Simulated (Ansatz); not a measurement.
## Cl2 (SMILES ClCl): the energy, rung by rung

The species is Cl2 (2 atoms), meant as a singlet with charge 0. As SMILES, `ClCl`. The shape was relaxed beforehand at PBE0/def2-SVP.

```xyz
2

Cl    0.8640   -0.2877    0.4430
Cl   -0.8640    0.2877   -0.4430
```

Each level gives the adiabatic ionisation energy (to the doublet cation, shapes relaxed at PBE0/def2-SVP, no zero-point term) (eV). The values are calculated.

```json
{"level": "HF/def2-TZVPP", "kind": "Hartree–Fock", "program": "Ansatz", "value (eV)": "10.87", "less CCSD(T)/def2-TZVPP": "-0.47"}
{"level": "SVWN5/def2-TZVPP", "kind": "LDA", "program": "Ansatz", "value (eV)": "11.25", "less CCSD(T)/def2-TZVPP": "-0.09"}
{"level": "BLYP/def2-TZVPP", "kind": "GGA", "program": "Ansatz", "value (eV)": "11.02", "less CCSD(T)/def2-TZVPP": "-0.32"}
{"level": "PBE/def2-TZVPP", "kind": "GGA", "program": "Ansatz", "value (eV)": "11.10", "less CCSD(T)/def2-TZVPP": "-0.24"}
{"level": "r2SCAN/def2-TZVPP", "kind": "meta-GGA", "program": "Ansatz", "value (eV)": "11.25", "less CCSD(T)/def2-TZVPP": "-0.09"}
{"level": "CAM-B3LYP/def2-TZVPP", "kind": "range-separated hybrid", "program": "Ansatz", "value (eV)": "11.43", "less CCSD(T)/def2-TZVPP": "+0.09"}
{"level": "B2PLYP/def2-TZVPP", "kind": "double hybrid", "program": "Ansatz", "value (eV)": "11.29", "less CCSD(T)/def2-TZVPP": "-0.05"}
{"level": "RPA@PBE/def2-TZVPP", "kind": "RPA", "program": "Ansatz", "value (eV)": "11.29", "less CCSD(T)/def2-TZVPP": "-0.05"}
{"level": "MP2/def2-TZVPP", "kind": "perturbation theory", "program": "Ansatz", "value (eV)": "11.36", "less CCSD(T)/def2-TZVPP": "+0.02"}
{"level": "CCSD(T)/def2-TZVPP", "kind": "coupled cluster or CI", "program": "Ansatz", "value (eV)": "11.34", "less CCSD(T)/def2-TZVPP": "0.00"}
```

Differences are taken from CCSD(T)/def2-TZVPP for orientation; it has basis-set and higher-order errors of its own. The values span 10.87 to 11.43 eV.

Ionisation removes an electron from the π* HOMO of Cl2, which is antibonding, so the cation has a higher formal bond order and a stronger bond than the neutral. Hartree–Fock gives the lowest value, 10.87 eV, because it omits the correlation of the departing electron with those left behind, above all with its partner in the same orbital. The neutral therefore loses more correlation energy than the cation. MP2 already recovers nearly all of this, at 11.36 eV against 11.34 eV for CCSD(T), which suggests that the ionisation is dominated by dynamic correlation.

The density functionals don't improve steadily with rung: both GGAs lie below LDA, and r2SCAN only returns to the LDA value of 11.25 eV. The good showing of LDA probably reflects cancellation between its exchange and correlation errors. A larger basis would probably raise the coupled-cluster value by recovering more correlation in the neutral than in the cation, so the order of the methods closest to it isn't settled here.
